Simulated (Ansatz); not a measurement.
# Ir: energy along a strain

Ir, Fm-3m, a = 3.839 Å (as given, not relaxed at this level: 9.1 GPa). Ansatz: PBE, PAW, 420 eV, Γ-centred 22×22×22 mesh on 1 atom, Gaussian smearing 0.15 eV; no spin polarisation. Cell vectors (Å): 0.000 1.920 1.920; 1.920 0.000 1.920; 1.920 1.920 0.000. The cell is strained by x per cent times the pattern (0 0 0 0 0 1) in the order xx yy zz yz xz xy (engineering shears), with fractional coordinates held. y is the free energy over the start, V0 = 14.149 Å³/atom. Symmetry makes y even in x.

```
x (%) y (meV/atom)
-2.00             ?
-1.00          1.26
 0.00          0.00
 0.25          0.08
 0.50          0.31
 0.75          0.71
 1.25          1.97
 1.50          2.83
 1.75          3.86
```

Problem. Fit y = c2 x² + c4 x⁴ to the other rows, get the stiffness along the pattern, and predict the missing energy.

Solution. Least squares on the rows shown. y = 1.259 x² + 0.0004590 x⁴. The clamped-ion stiffness p·C·p = 2 × 12.59 eV × 160.2 / 14.149 Å³ = 285 GPa, which is C66 in these axes (C44 of the cubic crystal) (second derivative at the start, which stands under stress). At x = -2.00 the fit asked for gives 5.04 meV/atom. The run gave 5.04 meV/atom, the same to the digits shown.

Spin–orbit coupling is left out, which can shift energies with elements as heavy as these.

The energy rises almost purely quadratically over the whole range. The quartic term contributes less than the rounding of the energies, so its coefficient carries no physical meaning, and the successful prediction at -2.00 % confirms harmonic behaviour rather than any resolved anharmonicity. The large resistance to shear fits iridium's partly filled 5d band: bonding d states are well occupied and antibonding ones only partly, and the shear changes neighbour distances and d–d overlap at a cost that a nearly free-electron metal would not incur. With one atom per primitive cell, on an inversion centre, there is no internal relaxation to soften the response, so the clamped-ion value is also the relaxed one.

The 285 GPa lies somewhat above the measured C44, probably in part because the cell is compressed relative to its PBE equilibrium. Compression stiffens the d bonding, and since this shear reduces the volume at second order, the residual pressure also adds directly to the curvature. Resistance to this one shear does not establish stability against tetragonal distortion.
